## Averages and edges: a k mesh at work in SiC

When the k mesh of silicon carbide is refined, the total energy settles smoothly, but the gap jumps up and down according to whether the number of divisions is even or odd. The finest mesh, 13,13,13, gives a worse gap than 6,6,6. The reason is that the energy is an average over all filled states, while the gap depends on just two levels, one filled and one empty.

DFTK 0.8.2 plane-wave DFT calculations with the LDA functional and GTH pseudopotentials (cp2k.nc.sr.lda.v0_1.semicore.gth) for cubic SiC, in a two-atom cell stretched by 25% in volume. The sweep value is the k mesh, at a fixed cutoff of 1142.88 eV and Fermi-Dirac smearing of 0.15 eV. Energies are free energies counted from the 13,13,13 mesh.

| sweep value | energy less tightest (meV/atom) | pressure (GPa) | gap (eV) |
| --- | --- | --- | --- |
| 2,2,2 | 1145.1 | -32.38 | 1.037 |
| 3,3,3 | 237.2 | -36.46 | 2.225 |
| 4,4,4 | 60.2 | -36.96 | 1.422 |
| 6,6,6 | 5.3 | -37.01 | 1.466 |
| 8,8,8 | 0.6 | -36.99 | 1.472 |
| 9,9,9 | 0.2 | -36.99 | 1.578 |
| 11,11,11 | 0.0 | -36.98 | 1.544 |
| 13,13,13 | 0.0 | -36.98 | 1.524 |

An electron in a crystal is a wave, labelled by a wave vector k. The calculation samples these wave vectors on a regular grid with $N$ divisions along each direction. For the energy, the sum over the grid stands in for an average over all waves in the filled bands. For a given electron density, a grid of $N$ divisions gets this average wrong only through those parts of the band energy that link unit cells $N$, $2N$ or more cells apart.

In an insulator such distant links fade fast: a gap keeps the filled bands apart from the empty ones, so the summed energy of the filled bands varies smoothly with k. Theory therefore expects the error to die off almost exponentially with $N$, faster than any fixed power of $1/N$. The table agrees: between 2 and 3 divisions the energy error falls roughly as the fourth power of $1/N$, and between 6 and 8 as a power between seven and eight. The decay is not a pure exponential, since each added division cuts the error by a factor of nearly 5 at first and of about 3 later. Even and odd meshes lie on the same smooth course, because an average hardly cares which particular points are hit.

The gap does care. It is the distance from the highest filled level to the lowest empty one, and a mesh sees only the levels at its own points. In cubic SiC the filled band is known to peak at Γ, the centre of k space, and the empty band to have its lowest point at X, on the zone boundary. The numbers of k points used in these runs fit meshes that contain Γ. Such a mesh reaches X only if $N$ is even; an odd mesh stops short by a fraction $1/N$ of the line from Γ to X.

A smooth band is level at its lowest point, so close to X the empty band rises with the square of the distance. An odd mesh should then overestimate the gap by an amount proportional to $1/N^2$. The 8,8,8 mesh, which contains X, supplies the gap at the true edge, and the 9,9,9 mesh, 0.106 eV higher, sets the size of the excess. For 13 divisions this gives

$$1.472 + 0.106\times\left(\frac{9}{13}\right)^2 \approx 1.523\ \text{eV}.$$

The calculation gave 1.524 eV, and the 11,11,11 mesh is met equally well; neither row was used to set the estimate. The slow descent of the gap along the fine odd meshes thus fits the approach of the nearest grid point to the band edge. Even meshes also contain L, another point on the zone boundary, so the alternation by itself does not single out X. That choice rests on the known band structure, taken to hold in this stretched crystal too.

For 3,3,3 the same estimate is 0.2 eV too high. Its nearest point lies a third of the way back from X, too far for the simple square law to be trusted. The coarse even meshes give gaps that are too low: 2,2,2 contains both Γ and X, yet its gap is more than 0.4 eV below that of 8,8,8. Missing points cannot be the cause, since a mesh that misses a band edge can only make the gap look too wide. What remains is the electron density, which is built from the same few k points and, when it is poor, shifts the levels by unequal amounts. Accordingly, the shortfall shrinks from 2 to 4 to 6 divisions, along with the energy error. The same fault may lower the gap of 3,3,3 and so account for part of its miss.

The pressure follows yet another rule, because it measures how the energy changes with volume. An energy error that is the same at every volume drops out of it. At 4,4,4 the energy is still wrong by 60 meV/atom, but the pressure is within 0.02 GPa of the 13,13,13 value. The pressure error changes sign between 4 and 6 divisions, so the very close agreement at 4,4,4 owes something to a crossing. Still, no finer mesh is off by more than 0.03 GPa, and 4,4,4 is good enough for most uses of the pressure. The large tension itself is no mesh error: the cell was stretched by a quarter in volume.

The output below lists the convergence rates, the gap estimates and the volume dependence of the energy error. In practice, each quantity needs its own test. For an indirect gap, compare meshes that contain both band edges: here 6,6,6 and 8,8,8 agree within 0.01 eV, whereas 2,2,2 shows that hitting the edges is not enough. Such agreement settles the sampling only; the gap still belongs to the stretched cell and carries the usual underestimate of LDA. Where a band edge lies between the points of the usual meshes, as in silicon, converge the density first and then compute the bands along a fine line through that edge.

Numerical output:

```
Energy error shrinks per added division, 2 to 3, by a factor of: 4.828
Energy error shrinks per added division, 4 to 6, by a factor of: 3.37
Energy error shrinks per added division, 6 to 8, by a factor of: 2.972
Local power of 1/N in the energy error, 2 to 3: 3.883
Local power of 1/N in the energy error, 3 to 4: 4.766
Local power of 1/N in the energy error, 4 to 6: 5.993
Local power of 1/N in the energy error, 6 to 8: 7.573
Distance from the reference meshes:
       row  gap less that of 8x8x8 (eV)  pressure less that of 13x13x13 (GPa)
     2,2,2                       -0.435                                   4.6
     3,3,3                        0.753                                  0.52
     4,4,4                        -0.05                                  0.02
     6,6,6                       -0.006                                 -0.03
     8,8,8                            0                                 -0.01
     9,9,9                        0.106                                 -0.01
  11,11,11                        0.072                                     0
  13,13,13                        0.052                                     0
Gap estimated for 11x11x11 from the 9 mesh (eV): 1.543
Gap estimated for 13x13x13 from the 9 mesh (eV): 1.523
Gap estimated for 3x3x3 from the 9 mesh (eV): 2.426
Change of energy error for 1 percent more volume, 2x2x2 (meV/atom): -3.712
Change of energy error for 1 percent more volume, 3x3x3 (meV/atom): -0.4197
Change of energy error for 1 percent more volume, 4x4x4 (meV/atom): -0.01614
Change of energy error for 1 percent more volume, 6x6x6 (meV/atom): 0.02421
```
